# Grand-potential formulation of alloy phase-field models

## Statement

A binary alloy at uniform temperature $T$ has a solid and a liquid phase, $i=s,l$, with the same constant volume per atom $v$. The solute atom fraction is $c$, the free energy per atom of phase $i$ is $f_i(c)$ in eV, and $\mu=f_i'(c)$ is the diffusion potential, the chemical potential of the solute minus that of the solvent. The phase field is $\phi=1$ in the solid and $\phi=0$ in the liquid. A prime denotes the derivative with respect to the single argument of a function.

Let $c_i(\mu)$ be the inverse of $\mu=f_i'(c)$, and define

$$\omega_i(\mu)=f_i(c_i)-\mu c_i,\qquad \omega(\phi,\mu)=h(\phi)\,\omega_s+[1-h(\phi)]\,\omega_l, \tag{1}$$

$$\Omega[\phi,\mu]=\int\Big[\tfrac{\kappa}{2}|\nabla\phi|^2+H g(\phi)+\frac{\omega(\phi,\mu)}{v}\Big]dV. \tag{2}$$

Then the local composition is

$$c=-\frac{\partial\omega}{\partial\mu}=h\,c_s(\mu)+(1-h)\,c_l(\mu), \tag{3}$$

and the two fields $\mu$ and $\phi$ obey

$$\chi\,\partial_t\mu=\nabla\cdot(M\nabla\mu)-h'(\phi)\,(c_s-c_l)\,\partial_t\phi,\qquad \chi=\frac{h}{f_s''(c_s)}+\frac{1-h}{f_l''(c_l)}, \tag{4}$$

$$\frac{1}{L_\phi}\partial_t\phi=\kappa\nabla^2\phi-Hg'(\phi)-\frac{h'(\phi)}{v}\,(\omega_s-\omega_l). \tag{5}$$

These equations are the model of Kim, Kim and Suzuki (KKS, 1999) with $\mu$ in place of $c$ as the independent field, a formulation given by Plapp (2011). At coexistence the chemical term of (5) vanishes at every point, so the interface energy depends on $\kappa$ and $H$ alone.

## Premises

1. Each $f_i$ is strictly convex, $f_i''>0$, and both slopes $f_i'$ cover the range of $\mu$ that occurs.
2. The grand potential is (2). It holds no gradient of $c$ or $\mu$, and $\kappa$, $H$ are constants. The interpolation rises monotonically from $h(0)=0$ to $h(1)=1$ with $h'(0)=h'(1)=0$. Explicit results use $h=\phi^2(3-2\phi)$ and $g=\phi^2(1-\phi)^2$.
3. Solute is conserved, $\partial_t c=-\nabla\cdot\mathbf j$, with $\mathbf j=-M\nabla\mu$ and $M(\phi,\mu)\ge0$. There is no flow.
4. The phase field relaxes as $\partial_t\phi=-L_\phi\,\delta\Omega/\delta\phi$ at fixed $\mu$, with $L_\phi>0$.

## Proof of the evolution equations

**Bulk phases.** By premise 1 the map $c\mapsto f_i'(c)$ is strictly increasing, so $c_i(\mu)$ exists and is unique. Differentiating $f_i'(c_i(\mu))=\mu$ gives $f_i''\,dc_i/d\mu=1$. Differentiating the first part of (1) gives $d\omega_i/d\mu=(f_i'-\mu)\,dc_i/d\mu-c_i$, and the bracket vanishes. Hence

$$\frac{d\omega_i}{d\mu}=-c_i,\qquad \chi_i\equiv\frac{dc_i}{d\mu}=\frac{1}{f_i''(c_i)}>0. \tag{6}$$

**Composition.** The density conjugate to $\mu$ is $c/v=-\delta\Omega/\delta\mu$. Only $\omega$ depends on $\mu$, and without gradients, so $c=-\partial\omega/\partial\mu$. The weight $h$ does not depend on $\mu$, so (6) yields (3).

**Equation for $\mu$.** Equation (3) makes $c$ a function of $\phi$ and $\mu$, with

$$\Big(\frac{\partial c}{\partial\mu}\Big)_\phi=h\chi_s+(1-h)\chi_l=\chi,\qquad \Big(\frac{\partial c}{\partial\phi}\Big)_\mu=h'(c_s-c_l). \tag{7}$$

The chain rule gives $\partial_tc=\chi\,\partial_t\mu+h'(c_s-c_l)\,\partial_t\phi$. Premise 3 sets the left side equal to $\nabla\cdot(M\nabla\mu)$, which is (4). The equation is the conservation law for $c$ rewritten. It is not a relaxation of $\Omega$, and $\mu$ is not conserved. For $c_s<c_l$ the last term is a positive source where $\partial_t\phi>0$, which is the rejection of solute by the growing solid. In a bulk phase $\chi_i\nabla\mu=\nabla c$, so Fick's law with diffusivity $D_i$ requires $M=D_i\chi_i$ there. A choice with both limits is $M=hD_s\chi_s+(1-h)D_l\chi_l$.

**Equation for $\phi$.** Varying (2) at fixed $\mu$ and integrating the gradient term by parts gives $\delta\Omega/\delta\phi=-\kappa\nabla^2\phi+Hg'+h'(\omega_s-\omega_l)/v$. Premise 4 turns this into (5). Since $h'\ge0$, the last term of (5) raises $\phi$ where $\omega_s<\omega_l$.

## Proof of equivalence with KKS

KKS take $\phi$ and $c$ as fields and define two auxiliary compositions at each point by

$$c=h\,c_s+(1-h)\,c_l,\qquad f_s'(c_s)=f_l'(c_l), \tag{8}$$

with the free energy per atom $f(\phi,c)=hf_s(c_s)+(1-h)f_l(c_l)$.

**One-to-one map.** Call the common slope in (8) $\mu$. Then $c_s$ and $c_l$ are the functions $c_i(\mu)$, and the first condition is (3). Because $\chi>0$, (3) is strictly increasing in $\mu$ at fixed $\phi$ and has a unique solution $\mu(\phi,c)$. The pairs $(\phi,c)$ and $(\phi,\mu)$ label the same states.

**Legendre pair.** Substituting $f_i=\omega_i+\mu c_i$ gives $f=\omega+\mu c$. Its differential, with $d\omega=h'(\omega_s-\omega_l)\,d\phi-c\,d\mu$, is

$$df=h'(\omega_s-\omega_l)\,d\phi+\mu\,dc .$$

The terms in $d\mu$ cancel. With subscripts for partial derivatives of $f(\phi,c)$,

$$f_c=\mu,\qquad f_\phi=h'\,[f_s-f_l-\mu(c_s-c_l)],\qquad f_{cc}=\frac1\chi=\frac{f_s''f_l''}{hf_l''+(1-h)f_s''}. \tag{9}$$

The last relation inverts the first part of (7).

**Dynamics.** KKS use $F=\int[\tfrac\kappa2|\nabla\phi|^2+Hg+f/v]\,dV$ with $\partial_t\phi=-L_\phi\,\delta F/\delta\phi$ at fixed $c$ and $\partial_tc=\nabla\cdot[(D/f_{cc})\nabla f_c]$. By (9), $\delta F/\delta\phi$ at fixed $c$ equals $\delta\Omega/\delta\phi$ at fixed $\mu$, so the first equation is (5). The second is premise 3 with $M=D\chi$, hence (4). The spatial chain rule $\chi\nabla\mu=\nabla c+h'(c_l-c_s)\nabla\phi$ gives its form in $c$, $\partial_tc=\nabla\cdot[D\nabla c+Dh'(c_l-c_s)\nabla\phi]$. Every solution of one system maps to a solution of the other. KKS must solve the coupled conditions (8) at each point and time, whereas (4) and (5) need only the functions $c_i(\mu)$, $\omega_i(\mu)$, $\chi_i(\mu)$ of one variable.

**Dissipation.** With no flux through the boundary and $\partial_n\phi=0$ there,

$$\frac{dF}{dt}=\int\Big[\frac{\delta F}{\delta\phi}\partial_t\phi+\frac{\mu}{v}\nabla\cdot(M\nabla\mu)\Big]dV=-\int\Big[\frac{(\partial_t\phi)^2}{L_\phi}+\frac{M|\nabla\mu|^2}{v}\Big]dV\le0 .$$

The functional that decreases in a closed system is $F=\Omega+\int\mu c\,dV/v$, not $\Omega$.

## Equilibrium interface

A stationary planar state along $x$ has zero flux, so $\mu$ is uniform and $\Delta\omega\equiv\omega_s-\omega_l$ is a constant. Multiply (5) by $\partial_x\phi$ and integrate from the solid at $x\to-\infty$ to the liquid at $x\to+\infty$. The terms in $\kappa$ and $H$ are total derivatives that vanish at both ends, and $\int h'\partial_x\phi\,dx=-1$, so $\Delta\omega=0$. Equal $\mu$ and equal $\omega_i$ are the slope and the intercept of the common tangent to $f_s$ and $f_l$.

What remains is $\kappa\,\partial_x^2\phi=Hg'$, with first integral $\tfrac\kappa2(\partial_x\phi)^2=Hg$. The decreasing root is $\partial_x\phi=-\phi(1-\phi)/\ell$ with $\ell^2=\kappa/2H$. Since $\omega$ is uniform, the excess of $\Omega$ per area is $\sigma=\kappa\int(\partial_x\phi)^2dx=(\kappa/\ell)\int_0^1\phi(1-\phi)\,d\phi$. Thus

$$\phi_0=\frac{1}{1+e^{x/\ell}},\qquad \sigma=\frac{\kappa}{6\ell},\qquad \kappa=6\sigma\ell,\qquad H=\frac{3\sigma}{\ell}. \tag{10}$$

The width parameter $\ell$ can be chosen freely at fixed $\sigma$, whatever the $f_i$.

This fails if the free energies are interpolated at one common composition, $\tilde f=hf_s(c)+(1-h)f_l(c)$, as in the model of Wheeler, Boettinger and McFadden (1992). The second condition of (8) is the stationarity condition of $hf_s(c_s)+(1-h)f_l(c_l)$ under the first, with multiplier $\mu$, and by convexity it gives the minimum. The choice $c_s=c_l=c$ satisfies the same constraint, so $\tilde f\ge f$. The grand potential is the minimum over $c$ of the free energy minus $\mu c$, so $\tilde\omega=\omega+e(\phi)$ with $e\ge0$ and $e(0)=e(1)=0$. The first integral then gives

$$\tilde\sigma=\int_0^1\sqrt{2\kappa\,[Hg+e/v]}\;d\phi , \tag{11}$$

where $e$ is fixed by the thermodynamics while $H$ falls as $1/\ell$.

## Moving interface

Let $x$ be the normal coordinate from solid into liquid with $\phi=1/2$ at $x=0$, $V$ the normal velocity and $\mathcal K$ the sum of the principal curvatures, positive for a convex solid. Work to first order in $\mathcal K\ell$ and $V\ell/D_l$, with $D_s=0$ and $M=(1-h)D_l\chi_l$. Then $\partial_t=-V\partial_x$ and $\nabla^2\phi=\partial_x^2\phi+\mathcal K\,\partial_x\phi$.

**Solute.** Allow an added current, $j=-M\partial_x\mu+j_{at}$. Conservation reads $V\partial_xc=\partial_xj$, and $j=0$ in the solid, so $j=V(c-c_s)=V(1-h)\Delta c$ at first order, with $\Delta c=c_l-c_s$ taken at the interfacial $\mu$. Therefore

$$\partial_x\mu=-G+\frac{j_{at}}{(1-h)D_l\chi_l},\qquad G=\frac{V\Delta c}{D_l\chi_l}.$$

With $j_{at}=0$ the liquid-side gradient $-G$ continues into the solid side until the mobility has died out, a few $\ell$ deep. The solid then forms at a $\mu$ shifted by a few $G\ell$, which is solute trapping in proportion to the chosen width. An antitrapping current, introduced by Karma (2001), removes it. Take $j_{at}=V\Delta c\,h(1-h)$, so that $\partial_x\mu=-G(1-h)$. With $\mu^-$ the value in the solid, $\mu=\mu^--GP(x)$ with $P=\int_{-\infty}^x(1-h)\,dx'$. The symmetry $h(1-\phi)=1-h(\phi)$ gives $\int_{-\infty}^0(1-h)\,dx=\int_0^\infty h\,dx$, so $P-x\to0$ in the liquid. The liquid profile extrapolates to $\mu^-$ at $x=0$, and no jump is left. From (10), $V=\ell\,\partial_t\phi/[\phi(1-\phi)]$, and $h(1-h)=\phi^2(1-\phi)^2(3-2\phi)(1+2\phi)$, so

$$\mathbf j_{at}=-\ell\,\phi(1-\phi)(3-2\phi)(1+2\phi)\,(c_l-c_s)\,\partial_t\phi\,\frac{\nabla\phi}{|\nabla\phi|}, \tag{12}$$

and $-\nabla\cdot\mathbf j_{at}$ is added to the right of (4). The same term added to the KKS equation keeps the equivalence. It is not derived from $F$, so $dF/dt\le0$ is no longer guaranteed.

**Interface condition.** Multiply (5) by $\partial_x\phi$ and integrate. With $\int(\partial_x\phi_0)^2dx=1/6\ell=\sigma/\kappa$,

$$-\frac{V}{6L_\phi\ell}=\sigma\mathcal K-\frac1v\int\partial_xh\;\Delta\omega\,dx .$$

By (6), $d\Delta\omega/d\mu=\Delta c$, so $\Delta\omega(x)=\Delta\omega^--\Delta c\,GP(x)$. Integration by parts gives $\int\partial_xh\,P\,dx=-\int h(1-h)\,dx$, the boundary term $hP$ vanishing at both ends. With $s=\phi(1-\phi)$ and $(3-2\phi)(1+2\phi)=3+4s$, this integral is $\ell\int_0^1(3s+4s^2)\,d\phi=19\ell/30$. Collecting terms,

$$\Delta\omega^-=-v\sigma\mathcal K-V\Big[\frac{v}{6L_\phi\ell}-\frac{19\,\ell\,\Delta c^2}{30\,D_l\chi_l}\Big]. \tag{13}$$

This is the Gibbs-Thomson condition with linear kinetics. The bracket vanishes, giving local equilibrium, for $L_\phi=5vD_l\chi_l/(19\ell^2\Delta c^2)$.

## Dilute solution

Take $f_i=f_i^0(T)+\epsilon_ic+k_BT(c\ln c-c)$. Then $\mu=\epsilon_i+k_BT\ln c$, $f_i''=k_BT/c$, and

$$c_i=e^{(\mu-\epsilon_i)/k_BT},\qquad \omega_i=f_i^0-k_BT\,c_i,\qquad \chi=\frac{c}{k_BT},\qquad k\equiv\frac{c_s}{c_l}=e^{-(\epsilon_s-\epsilon_l)/k_BT}. \tag{14}$$

The partition coefficient $k$ is the same at every $\mu$. Near the melting point $T_m$ of the solvent, $f_s^0-f_l^0=L_f(T-T_m)/T_m$ with $L_f$ the latent heat per atom. Setting $\Delta\omega=0$ for a liquid composition $c_l^0$ gives $L_f(T_0-T_m)/T_m=-k_BT_0(1-k)c_l^0$, so

$$T_0=\frac{T_m}{1+k_BT_m(1-k)c_l^0/L_f},\qquad m=-\frac{k_BT_m^2(1-k)}{L_f}, \tag{15}$$

with $m$ the limiting liquidus slope. At $T=T_0$ define $U$ by $c_l(\mu)=c_l^0[1+(1-k)U]$. Then $\Delta\omega=k_BT_0(1-k)(c_l-c_l^0)=EU$ exactly, with $E=k_BT_0(1-k)^2c_l^0$. In (4), $\chi\,\partial_t\mu=[1-(1-k)h]\,\partial_tc_l$, $\chi_l\nabla\mu=\nabla c_l$ and $\chi_s=k\chi_l$. Dividing by $(1-k)c_l^0$,

$$[1-(1-k)h]\,\partial_tU=\nabla\cdot\{[hkD_s+(1-h)D_l]\nabla U\}+[1+(1-k)U]\,\partial_th . \tag{16}$$

Near coexistence $\Delta c^2/\chi_l=E$, and (13) becomes

$$U=-d_0\mathcal K-\beta V,\qquad d_0=\frac{v\sigma}{E},\qquad \beta=\frac{v}{6L_\phi\ell E}-\frac{19\,\ell}{30\,D_l}. \tag{17}$$

For the common-composition model, $\tilde f$ has the dilute form with $\epsilon=h\epsilon_s+(1-h)\epsilon_l$, so $c=c_s^hc_l^{1-h}$ and

$$e=k_BT_0\,c_l^0\,[1-(1-k)h-k^h].$$

Its maximum lies where $k^h=(1-k)/\ln(1/k)$. It equals the barrier $vH/16=3v\sigma/16\ell$ of the double well at the width $\ell^*=3v\sigma/16e_{max}$.

## Range of validity

**Convexity.** A phase with a miscibility gap has a multivalued $c_i(\mu)$, and spinodal decomposition needs a gradient energy in $c$, which premise 2 excludes. A line compound has $\chi_i=0$, so (4) degenerates in its bulk unless it is given a finite curvature.

**Temperature.** If $T$ varies, the chain rule adds $-(\partial c/\partial T)_{\phi,\mu}\,\partial_tT$ to the right of (4), and the $\omega_i$ in (5) depend on the local $T$.

**Volume and stress.** Equal atomic volumes exclude shrinkage flow. A composition change $\delta c$ varying along $[100]$ of a coherent cubic solid, with misfit $\eta=d\ln a/dc$, imposes in-plane strains $\varepsilon=-\eta\,\delta c$. Minimising $\tfrac12C_{11}(2\varepsilon^2+\varepsilon_3^2)+C_{12}(\varepsilon^2+2\varepsilon\varepsilon_3)$ over the normal strain $\varepsilon_3$ gives $Y\varepsilon^2$ with $Y=C_{11}+C_{12}-2C_{12}^2/C_{11}$. This adds $2\eta^2Yv$ to $f_s''$ and must be small against it.

**Interface.** Equations (12), (13) and (17) need $\mathcal K\ell\ll1$, $V\ell/D_l\ll1$, $D_s\ll D_l$ and isotropic $\sigma$. The local potential $Hg+h\Delta\omega/v$ has curvature $2H+6\Delta\omega/v$ at $\phi=0$ and $2H-6\Delta\omega/v$ at $\phi=1$, so both bulk states stay stable only for $|\Delta\omega|/v<H/3=\sigma/\ell$, or $|U|<d_0/\ell$. An interpolation with $h''=0$ at both ends removes this linear instability and changes (12) and the factor $19/30$.

**Equivalence.** The proof needs the same $h$ in (3) and (5), as (1) implies. It holds for the differential equations. A time step of (4) conserves solute only up to the truncation error, while a flux-form step in $c$ conserves it exactly.

**Dilute forms.** A term $wc^2/2$ in $f_i$ changes $\chi_i$ by the fraction $-w\chi_i$ at first order and given $c$.

## Illustration: dilute Al-Cu

The inputs are approximate typical values: $T_m=933.5$ K, $L_f=0.111$ eV, $k=0.14$, $v=0.018$ nm$^3$ (between solid and liquid near melting), $\sigma=1.0$ eV/nm$^2$ (0.16 J/m$^2$), $D_l=3\times10^{9}$ nm$^2$/s, and atomic masses 26.98 and 63.55. Equation (15) gives $m=-5.8$ K per atom per cent. Two liquid compositions are taken, the leaner one close to the approximately 0.5 weight per cent Cu typical of aluminium wiring alloy. The width is chosen as $\ell=50$ nm, against a physical width of typically about 1 nm. Equation (10) gives $\kappa=300$ eV/nm, $H=0.060$ eV/nm$^3$ and a barrier $vH/16=0.0675$ meV. The maximum of $e$ lies at $h=0.42$, where the bracket is 0.20. All entries are the model's, computed from unrounded intermediates.

| Quantity | $c_l^0=0.010$ | $c_l^0=0.002$ |
|---|---|---|
| Cu, weight per cent | 2.3 | 0.47 |
| $T_0$ (K) | 927.7 | 932.3 |
| $k_BT_0$ (eV) | 0.0799 | 0.0803 |
| $\epsilon_s-\epsilon_l$ (eV) | 0.16 | 0.16 |
| $\chi_l$ (1/eV) | 0.13 | 0.025 |
| $\chi_s$ (1/eV) | 0.018 | 0.0035 |
| $E$ (meV) | 0.59 | 0.12 |
| $d_0$ (nm) | 30 | $1.5\times10^2$ |
| $d_0/\ell$ | 0.61 | 3.0 |
| $L_\phi$ for $\beta=0$ (nm$^3$/eV s) | $9.6\times10^6$ | $4.8\times10^7$ |
| $e_{max}$ (meV) | 0.16 | 0.032 |
| $\ell^*$ (nm) | 21 | $1.0\times10^2$ |
| $\tilde\sigma/\sigma$ from (11) | 1.8 | 1.2 |

At the same $\kappa$ and $H$, interpolation at a common composition raises the interface energy by a factor of 1.8 at $c_l^0=0.010$, where $e_{max}$ is 2.4 times the barrier. The grand-potential model keeps $\sigma$ at its input value for both alloys.

For $c_l^0=0.010$, a liquid at $U=-0.1$ has $c_l=0.00914$, $\mu$ shifted from coexistence by $k_BT_0\ln(c_l/c_l^0)=-7.2$ meV, and $\Delta\omega=-0.059$ meV. It lies inside the stability limit $|U|<0.61$. A solid sphere, $\mathcal K=2/R$, is in unstable equilibrium with it at $R=2d_0/|U|=6.1\times10^2$ nm.

The neglected terms can be sized for a tip with $R=2000$ nm advancing at $V=10^5$ nm/s. Here $\mathcal K\ell=0.050$ and $V\ell/D_l=1.7\times10^{-3}$. The width term $19\ell V/30D_l=1.1\times10^{-3}$ in (17) stands against $d_0\mathcal K=0.030$. The Gibbs-Thomson coefficient $\Gamma=v\sigma T_m/L_f=1.5\times10^2$ K nm gives a capillary undercooling $\Gamma\mathcal K=0.15$ K, while a typical attachment coefficient of order $10^9$ nm/(s K) gives $10^{-4}$ K, which supports $\beta=0$. The compiled room-temperature constants of Al, $C_{11}=106.75$ GPa and $C_{12}=60.41$ GPa (Blaschke), give $Y=98.8$ GPa and $Yv=11$ eV. With an approximate misfit $|\eta|=0.1$, $2\eta^2Yv=0.22$ eV, which is 0.4 per cent of $f_s''=k_BT_0/kc_l^0=57$ eV, and the softening of the crystal towards melting lowers it further. An assumed interaction $|w|=1$ eV would change $\chi_l$ by about 13 per cent, which limits the chemical entries to two figures.

Simulations of Al-Cu dendrites typically use a $\Gamma$ of about 240 K nm. The model's $\Gamma$ lies more than a third below that typical value, so its $d_0=30$ nm and critical radius of $6.1\times10^2$ nm, both proportional to $\sigma$, are likely low by a similar fraction.